## Where the odd electron sits when hydrogen replaces oxygen in alumina

A hydrogen atom has one electron, and the neutral defect made by putting hydrogen on an oxygen site of alumina has one unpaired electron. It is natural to take them for the same electron, sitting on the hydrogen and fading evenly into the surrounding crystal. The isotropic hyperfine constant $A$ can test this picture. It measures the surplus of one spin direction over the other right at a nucleus, scaled by the ratio of that nucleus's magnetic moment to its spin.

Ansatz 0.2.0, spin-polarised scalar-relativistic PBE, plane waves and default PAW datasets, cutoff 420 eV. Neutral defect with H on an O site in a 40-atom Al2O3 supercell, 3×3×3 k-point mesh, ions relaxed in a fixed cell. The hyperfine constant A, defined by the spin Hamiltonian A I·S, comes from the contact spin density alone, with the cores allowed to respond.

```csv
atom,like atoms,distance from the defect (Å),site moment (muB),mass number,isotropic hyperfine constant (MHz)
H17,1,0.04,0.06,1,-75.6
Al9,2,1.90,0.05,27,660.7
Al3,2,1.99,0.02,27,186.7
O24,2,2.48,0.01,17,-15.7
O35,2,2.68,0.00,17,-7.7
O31,2,2.73,0.05,17,-108.0
O33,2,2.75,0.01,17,-26.0
O23,2,2.82,0.01,17,-15.5
O21,2,2.90,0.01,17,-35.1
Al12,2,3.20,0.00,27,1.6
Al1,2,3.43,0.00,27,6.5
Al4,2,3.52,0.00,27,36.4
O34,2,3.79,0.00,17,-2.0
Al10,2,3.90,0.00,27,10.0
O29,1,3.95,0.00,17,-0.7
O22,2,4.36,0.00,17,-6.3
```

The ions were relaxed around the defect, and only the cell was held fixed. A large pressure was left in that cell, so the distances and the spread of the spin could shift somewhat at another volume.

The first half of the picture fails in the first row. A free hydrogen atom has a constant of roughly 1400 MHz, while the hydrogen in the defect has −76 MHz, about a twentieth of that size and of opposite sign. The semilocal functional used here underestimates how a closed shell responds to a nearby spin, so the small value is itself uncertain. An error of that kind could hardly hide a whole unpaired 1s electron.

Counting electrons suggests what the hydrogen has become. In alumina the oxygen is close to an $\mathrm{O^{2-}}$ ion, so removing a neutral oxygen atom leaves two electrons behind, and the hydrogen brings a third. Two of the three fill the hydrogen 1s shell and make a hydride ion, $\mathrm{H^-}$. The third finds that shell closed and must go elsewhere. By the same count, a defect with one electron fewer would have no unpaired spin at all.

The negative sign at the hydrogen fits this view. The odd electron outside the hydride draws the 1s electron of like spin slightly outwards, because electrons of like spin avoid each other and so repel less. A small surplus of the opposite spin then remains at the nucleus, provided the odd electron itself has little density there. Summed over the whole region around the hydrogen, the spin is still positive, as the site moment shows, so the reversal does not prevail throughout that region. This is the standard mechanism of spin polarisation, and here it is argued from theory, not separated out by the calculation.

The third electron has an obvious home in the empty 3s states of the surrounding aluminium ions, whose positive charge attracts it. The constant of Al9, one of a pair of nearest aluminium neighbours, supports this. It is about a sixth of what a full 3s electron gives in a free aluminium atom, roughly 3900 MHz. That comparison shows a substantial share of s character, but it is not a count of electrons on the atom.

It is now tempting to keep the second half of the first picture and imagine a round cloud centred on the hydride. Its density would depend only on the distance $r$ from the defect, and the constants would follow

$$|A| = C\,e^{-r/L}.$$

Here $L$ is one decay length for the whole cloud. The prefactor $C$ differs between aluminium and oxygen, because their nuclear moments and inner shells differ. The sign can be set aside: every oxygen constant is negative only because the moment of the $^{17}$O nucleus is negative, and the spin density there is positive.

Fitted to the fifteen rows other than hydrogen, this model gives $L \approx 0.55$ Å. It does catch a downward drift from the near atoms to the far ones, but it typically misses a constant by a factor of three. The two nearest kinds of aluminium, both part of the fit, show how it fails. For them the model predicts

$$\frac{A(\mathrm{Al9})}{A(\mathrm{Al3})} = e^{(1.99-1.90)/0.55} \approx 1.2,$$

whereas the calculation gives 3.5.

A steeper cloud does not rescue the idea. To produce the step from Al9 to Al3, the decay length would have to be only 0.07 Å. Between Al3 and Al12, a further 1.2 Å out, the constant would then fall by a factor of more than ten million, while the computed one falls by about a hundred. No single decay length serves both steps. The smallest constants in the table, those of Al12 and O29 among them, are uncertain by as much as their own size, so the fitted length and any ratio that involves them are rough. The larger constants of Al1 and Al4, which lie farther out than Al12, also rule out so steep a fall.

The oxygen neighbours make the same point more simply. Among the six kinds within 3 Å of the defect, the constants show no decline with distance. O31 lies slightly farther out than O35, yet its constant is fourteen times as large. Whatever sets the order of these atoms, it is not their distance from the hydrogen.

One escape remains for the round cloud. The odd electron might be spread evenly, with some nuclei merely feeling it more strongly than others. Only the s part of an orbital has density at the nucleus, so an atom holding its spin in p orbitals would show a small constant despite a large share of spin. The site moment, which measures the spin in a region around each atom, can tell the two cases apart.

The unrounded site moments, printed in the output below, decide against an even spread. Among the oxygen atoms the size of $A$ varies by a factor of about 150, but its ratio to the site moment varies by less than two. The aluminium atoms behave in the same way. An atom with a large constant therefore has more spin around it, and the orbital itself is lopsided. Moment and constant come from the same spin density, so their agreement locates the unevenness without explaining it.

The lopsided electron is not packed closely around the nuclei. The site moments of the listed atoms and their like atoms add up to only about 0.38 of the one unpaired electron. The atoms left out of the table add a mere 0.01 or so, which means that most of the spin lies between the atomic regions. This alone does not show that the electron is loosely bound, because an outer orbital such as aluminium 3s reaches well beyond the region counted for its atom. Semilocal functionals tend to spread defect states too far, and the true electron may be more compact. Nor is the spin found around aluminium alone, since the site moment of O31 is nearly as large as that of Al9, and that of the hydrogen is larger still. The best short description is an uneven cloud around the hydride that leans towards some of its aluminium and oxygen neighbours more than towards others.

Symmetry permits the leaning but does not choose its direction. The nearest aluminium atoms form two unequal pairs, and nothing obliges the electron to treat them alike. Why a difference of 0.09 Å goes with such unequal shares is open to conjecture. A near tie between several combinations of aluminium 3s states would let a slight difference tip the balance, but the run gives this idea little support, since in the relaxed cell the lowest empty level lies 0.77 eV above the highest filled one. The surroundings of the two pairs also differ in more than this distance, because the oxygen ions around the hydride are unevenly placed, and the table cannot separate such causes.

The size of the cell also matters. Its edges are 7.0 Å long, so atoms beyond about 3.5 Å can be as close to a repeated copy of the defect as to the defect itself. The relatively large constant of Al4, at 3.52 Å, may owe something to such a copy. O31 and the two aluminium pairs lie well inside that limit, but the copies could still influence which way the whole cloud leans. Whether the electron would favour the same aluminium pair around a truly isolated defect is the question that a larger cell would have to settle.

Printed output of the fit:

```
fit of lnA on 15 rows (host): constant 8.759 +/- 1.5, coefficient of o -0.6573 +/- 0.68, coefficient of r -1.817 +/- 0.48; rms 1.14, worst Al12 2.48, leave-one-out rms 1.45
  rows outside the fit (model, value, miss): H17 8.687, 4.325, 4.36
Round cloud and local spin (cloud not applied to H):
   row  size of A in MHz  round cloud in MHz  site moment in 0.001 muB  size of A per site moment in MHz/muB
   H17              75.6                   0                     61.95                                  1220
   Al9             660.7               201.8                     49.11                                 13453
   Al3             186.7               171.4                     16.24                                 11495
   O24              15.7               36.46                     8.054                                  1949
   O35               7.7               25.35                     3.496                                  2203
   O31               108               23.15                     45.72                                  2362
   O33                26               22.33                     12.85                                  2024
   O23              15.5               19.66                     6.003                                  2582
   O21              35.1                  17                     13.39                                  2622
  Al12               1.6               19.02                    0.1786                                  8959
   Al1               6.5               12.52                    0.5777                                 11252
   Al4              36.4               10.63                      2.59                                 14054
   O34                 2               3.374                    0.5553                                  3602
  Al10                10               5.331                    0.7269                                 13757
   O29               0.7               2.523                    0.3398                                  2060
   O22               6.3               1.198                     1.753                                  3594
A at H as percent of a free H atom: -5.4
A at Al9 as percent of a full Al 3s electron: 16.94
Ratio of A, Al9 to Al3: 3.539
Ratio of A, O31 to O35: 14.03
Decay length needed for the step from Al9 to Al3 in angstrom: 0.07121
Decay length of the fitted round cloud in angstrom: 0.5504
Rank correlation of size of A with distance, six O within 3 angstrom: 0.3143
Typical miss factor of the round cloud: 3.142
Typical miss factor of proportion to site moment: 1.217
Largest over smallest size of A among O: 154.3
Largest over smallest size of A per site moment among O: 1.848
Site moments summed over listed atoms and their like atoms in muB: 0.3848
```
